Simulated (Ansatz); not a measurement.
TaN: energy above lowest point against volume scale

All results are calculated (Ansatz 0.2.0). Free energy against uniform scaling of the volume at fixed shape and fractions; periodic cell, basis, potentials, k mesh and filling as listed.

The cell before it is scaled or strained (space group Fm-3m, No. 225):
```
cell vectors (Å)
   0.0000     2.1862     2.1862
   2.1862     0.0000     2.1862
   2.1862     2.1862     0.0000
atoms (fractions of the cell vectors)
Ta  0.50000  0.50000  0.50000
N   0.00000  0.00000  0.00000
```

Settings of every row: functional r2SCAN; dispersion none; potentials PAW; wave cutoff 550 eV; density cutoff 2200 eV; k mesh 11x11x11; k shift 0x0x0; occupations cold; smearing width 0.1 eV; spin none.

Limits: coarse k mesh, up to 40 meV an atom off; no spin-orbit coupling, which can matter with elements this heavy.

| row | volume scale | V (Å³/atom) | energy above lowest point (meV/atom) |
| --- | --- | --- | --- |
| 1 | 0.9406 | 9.828 | 72.7 |
| 2 | 0.9703 | 10.139 | ? |
| 3 | 1 | 10.449 | 1.2 |
| 4 | 1.0297 | 10.759 | 0 |
| 5 | 1.0594 | 11.07 | 17.4 |

Question: what energy above lowest point should row 2 give?

Worked fit of energy above lowest point. Take u = (V_r/V)^(2/3) − 1 with V_r = 10.604 Å³ an atom, which is twice the finite (Eulerian) strain; such expansions in the strain, on which the Birch-Murnaghan equation of state is built, carry the rest volume and the bulk modulus. The shown rows have u = 0.05197, 0.00987, -0.00963, -0.02826. Least squares give energy above lowest point = −1.93 + 62 × u + 26437 × u² meV/atom; a straight line predicts inner rows, each left out in turn, worse (root mean square 26 against 0.16 meV/atom). The rows lie off it by 0.0, -0.1, 0.1, 0.0. Its lowest point lies at u = -0.0012, or V = 10.62 Å³ an atom, and the curvature there gives the bulk modulus at fixed shape and fractions, B = (4/9)(1 + u)² E″(u)/V = 354 GPa. The withheld row has u = 0.03035, so the fit gives −1.93 + 62 × (0.03035) + 26437 × (0.03035)² = 24.3 meV/atom.

The calculation gave 24.2 meV/atom. The fit lies 0.1 meV/atom (0.14 % of the column's range) above it, one unit of the last digit.
